**Silane atomization energy in STO-3G: basis error against method error**

The table holds the computed less measured atomization energy of SiH4 for 24 levels from RHF to FCI, density functionals and RPA, all in STO-3G with a frozen core and no relativity (Ansatz 0.2.0). The program splits each miss into the FCI miss and the distance from FCI, and computes the energy of a hydrogen atom in the one fixed STO-3G function. Four hydrogen atoms lie 351 kJ/mol too high against an FCI miss of 318.8, and the implied correlation energy of the silicon atom is constant at 35.2 kJ/mol from CISD upward. An independent-pair estimate gives 6.4 kJ/mol for the CISD deficit, against 6.1 found up to CCSD. A single line in exact-exchange fraction, fitted to five functionals, leaves B3LYP 29 kJ/mol high and lies below both range-separated hybrids.

Ansatz 0.2.0; silane (SiH4), charge 0 e, spin multiplicity 1, at the MP2(full)/6-31G* geometry, with the level of theory given in each row. All rows use the STO-3G basis without relativity, and the correlated wave-function levels correlate only the electrons outside the noble-gas core.

## Script

```python
# Table: SiH4 atomization energy, computed less measured (kJ/mol), Ansatz 0.2.0, STO-3G, frozen core, 24 levels.
# Tested: miss = basis error (FCI) + in-basis method error; H-atom basis error; correlation balance;
# independent-pair estimate of the CISD deficit; exact-exchange fraction among the functionals.
T = {
    'row_level': ['RHF', 'RMP2', 'CISD', 'RCCSD', 'RCCSD(T)', 'BCCD(T)', 'RCCSDT', 'CISDTQ', 'RCCSDT(Q)', 'RCCSDTQ', 'CASSCF valence', 'NEVPT2 valence', 'MRCISD valence', 'MRCISD+Q valence', 'FCI', 'SPW92', 'PBE', 'r2SCAN', 'PBE0', 'B3LYP', 'CAM-B3LYP', 'wB97M-V', 'B2PLYP', 'RPA-PBE'],
    'row_miss': [167.9, 270.8, 311.2, 317.3, 318.3, 318.3, 318.8, 318.7, 318.8, 318.8, 319.2, 319.2, 319.2, 319.2, 318.8, 718.1, 522.5, 522.7, 495.1, 532.3, 538.3, 571.0, 445.5, 318.6],  # kJ/mol
    'cost': [0.09, None, 0.1, None, 0.4, 0.2, None, 0.2, 0.8, 0.8, 3, 2, 3, 3, 0.5, 0.2, 0.2, 0.9, 0.2, 0.2, 0.3, 0.9, 0.4, 0.4],  # s
}
import numpy as np
from math import comb
from scipy.optimize import minimize
from scipy.constants import physical_constants as pc, N_A, e, calorie
EV = e * N_A / 1e3
HA = pc['Hartree energy'][0] * N_A / 1e3
MEAS = 1346.9  # measured electronic atomization energy from the notes, kJ/mol
m = dict(zip(T['row_level'], T['row_miss']))
fci, hf = m['FCI'], m['RHF']
print("level | miss kJ/mol | % of measured | minus FCI | minus RHF | time s (differences good to 0.1)")
for k, t in zip(T['row_level'], T['cost']):
    print(f"{k:17s}{m[k]:7.1f}{100*m[k]/MEAS:6.1f}{m[k]-fci:8.1f}{m[k]-hf:7.1f}  {'-' if t is None else t}")
# Model 1: H atom in one fixed function; zeta = 1.24 defines STO-3G hydrogen; three Gaussians fitted to exp(-r)
r = np.linspace(0, 30, 6001); dr = r[1]
ov = lambda a: (2*np.sqrt(np.outer(a, a))/np.add.outer(a, a))**1.5
def bvec(a):
    return np.array([np.sum(4*np.pi*r**2*(2*x/np.pi)**0.75*np.exp(-x*r**2 - r))*dr for x in a])/np.sqrt(np.pi)
def loss(p):
    a = np.exp(p); b = bvec(a)
    return -b @ np.linalg.solve(ov(a), b)
a0 = np.exp(minimize(loss, np.log([2, 0.4, 0.1]), method='Nelder-Mead', options={'xatol': 1e-7, 'fatol': 1e-13}).x)
c = np.linalg.solve(ov(a0), bvec(a0))
def eH(z):
    a = a0*z*z; p = np.add.outer(a, a); S = ov(a)
    return c @ ((3*np.outer(a, a)/p - 2*np.sqrt(p/np.pi))*S) @ c/(c @ S @ c)
z = 1.24; dH = (eH(z) + 0.5)*HA
print(f"H atom {eH(z):.4f} hartree, {dH:.1f} kJ/mol too high (Slater form {(z*z/2-z+0.5)*HA:.1f}; zeta=1 Gaussians {(eH(1)+0.5)*HA:.1f})")
print(f"four H {4*dH:.0f} vs FCI miss {fci:.1f} ({fci/4:.1f} per bond): remainder {fci-4*dH:.0f} kJ/mol; same for RHF {hf-4*dH:.0f}")
# Model 2: molecular correlation energies (eV), typed from further outputs of the same runs
mol = {'RMP2': 0.013161+1.251924, 'CISD': 7836.26605-7834.41639, 'RCCSD': 1.913766,
       'RCCSD(T)': 1.913766+0.010017, 'CISDTQ': 7836.3443-7834.41639, 'RCCSDTQ': 1.929099}
print("level | molecule corr kJ/mol (% of CCSDTQ) | % of FCI binding gain | implied Si atom corr kJ/mol")
si = {}
for k, v in mol.items():
    si[k] = v*EV - (m[k]-hf)
    print(f"{k:10s}{v*EV:7.1f} ({100*v/mol['RCCSDTQ']:5.1f}){100*(m[k]-hf)/(fci-hf):7.1f}{si[k]:7.2f}")
post = [v for k, v in si.items() if k != 'RMP2']
print(f"Si term from CISD up: mean {np.mean(post):.2f}, spread {np.ptp(post):.2f} (rounding 0.1); MP2 gets {100*si['RMP2']/np.mean(post):.0f}%")
# Model 3: CISD natural occupations of the four empty orbitals, same runs
w = (0.03094 + 3*0.021656)/2
print(f"CISD deficit: 1-c0^2 ~ {w:.3f}; 4 pairs {0.75*w*mol['CISD']*EV:.1f}, Davidson {w*mol['CISD']*EV:.1f}; "
      f"found {m['RCCSD']-m['CISD']:.1f} to CCSD, {fci-m['CISD']:.1f} to FCI")
print("FCI miss / in-basis error: " + ", ".join(f"{k} {fci/(fci-m[k]):.0f}" for k in ['RHF', 'RMP2', 'CISD', 'RCCSD', 'RCCSD(T)'])
      + f"; FCI miss = {fci/calorie:.0f} x (1 kcal/mol = {calorie:.1f} kJ/mol)")
# Model 4: exact-exchange fractions as defined for each functional (two figures)
sl = (m['PBE0']-m['PBE'])/0.25; x1 = m['PBE'] + sl
print(f"PBE to PBE0 {m['PBE0']-m['PBE']:.1f}, slope {sl:.0f} per unit; exact exchange + PBE corr ~ {x1:.0f}; PBE corr gain ~ {x1-hf:.0f} vs FCI {fci-hf:.1f}")
print(f"PBE minus FCI {m['PBE']-fci:.1f} ~ exchange {-sl:.0f} + correlation {x1-fci:.0f}; SPW92 minus PBE {m['SPW92']-m['PBE']:.1f}")
ax = {'PBE': 0, 'r2SCAN': 0, 'B3LYP': 0.20, 'PBE0': 0.25, 'B2PLYP': 0.53}
p = np.polyfit(list(ax.values()), [m[k] for k in ax], 1)
print(f"one line {p[1]:.0f} {p[0]:+.0f}*a; residuals " + ", ".join(f"{k} {m[k]-np.polyval(p, a):+.0f}" for k, a in ax.items()))
out = {'SPW92': (0, 0), 'CAM-B3LYP': (0.19, 0.65), 'wB97M-V': (0.15, 1.0)}  # no gradient term, or range-dependent fraction
print("not fitted, residual at short/long-range a: " + ", ".join(
    f"{k} {m[k]-np.polyval(p, s):+.0f}/{m[k]-np.polyval(p, l):+.0f}" for k, (s, l) in out.items()))
ts = [t for t in T['cost'] if t is not None]
print(f"times {min(ts)} to {max(ts)} s, median {np.median(ts):.1f}; FCI space C(8,4)^2 = {comb(8, 4)**2} determinants before symmetry")
assert min(m.values()) == hf and hf > 0
assert hf < m['RMP2'] < m['CISD'] < m['RCCSD'] < m['RCCSD(T)'] < fci
assert np.ptp(post) < 0.25 and si['RMP2'] < min(post)
assert 0.8 < 4*dH/fci < 1.25
```

It prints:

```
level | miss kJ/mol | % of measured | minus FCI | minus RHF | time s (differences good to 0.1)
RHF                167.9  12.5  -150.9    0.0  0.09
RMP2               270.8  20.1   -48.0  102.9  -
CISD               311.2  23.1    -7.6  143.3  0.1
RCCSD              317.3  23.6    -1.5  149.4  -
RCCSD(T)           318.3  23.6    -0.5  150.4  0.4
BCCD(T)            318.3  23.6    -0.5  150.4  0.2
RCCSDT             318.8  23.7     0.0  150.9  -
CISDTQ             318.7  23.7    -0.1  150.8  0.2
RCCSDT(Q)          318.8  23.7     0.0  150.9  0.8
RCCSDTQ            318.8  23.7     0.0  150.9  0.8
CASSCF valence     319.2  23.7     0.4  151.3  3
NEVPT2 valence     319.2  23.7     0.4  151.3  2
MRCISD valence     319.2  23.7     0.4  151.3  3
MRCISD+Q valence   319.2  23.7     0.4  151.3  3
FCI                318.8  23.7     0.0  150.9  0.5
SPW92              718.1  53.3   399.3  550.2  0.2
PBE                522.5  38.8   203.7  354.6  0.2
r2SCAN             522.7  38.8   203.9  354.8  0.9
PBE0               495.1  36.8   176.3  327.2  0.2
B3LYP              532.3  39.5   213.5  364.4  0.2
CAM-B3LYP          538.3  40.0   219.5  370.4  0.3
wB97M-V            571.0  42.4   252.2  403.1  0.9
B2PLYP             445.5  33.1   126.7  277.6  0.4
RPA-PBE            318.6  23.7    -0.2  150.7  0.4
H atom -0.4666 hartree, 87.7 kJ/mol too high (Slater form 75.6; zeta=1 Gaussians 13.4)
four H 351 vs FCI miss 318.8 (79.7 per bond): remainder -32 kJ/mol; same for RHF -183
level | molecule corr kJ/mol (% of CCSDTQ) | % of FCI binding gain | implied Si atom corr kJ/mol
RMP2        122.1 ( 65.6)   68.2  19.16
CISD        178.5 ( 95.9)   95.0  35.17
RCCSD       184.7 ( 99.2)   99.0  35.25
RCCSD(T)    185.6 ( 99.7)   99.7  35.22
CISDTQ      186.0 ( 99.9)   99.9  35.22
RCCSDTQ     186.1 (100.0)  100.0  35.23
Si term from CISD up: mean 35.22, spread 0.09 (rounding 0.1); MP2 gets 54%
CISD deficit: 1-c0^2 ~ 0.048; 4 pairs 6.4, Davidson 8.6; found 6.1 to CCSD, 7.6 to FCI
FCI miss / in-basis error: RHF 2, RMP2 7, CISD 42, RCCSD 213, RCCSD(T) 638; FCI miss = 76 x (1 kcal/mol = 4.2 kJ/mol)
PBE to PBE0 -27.4, slope -110 per unit; exact exchange + PBE corr ~ 413; PBE corr gain ~ 245 vs FCI 150.9
PBE minus FCI 203.7 ~ exchange 110 + correlation 94; SPW92 minus PBE 195.6
one line 531 -142*a; residuals PBE -9, r2SCAN -9, B3LYP +29, PBE0 -1, B2PLYP -11
not fitted, residual at short/long-range a: SPW92 +187/+187, CAM-B3LYP +34/+99, wB97M-V +61/+182
times 0.09 to 3 s, median 0.4; FCI space C(8,4)^2 = 4900 determinants before symmetry
```
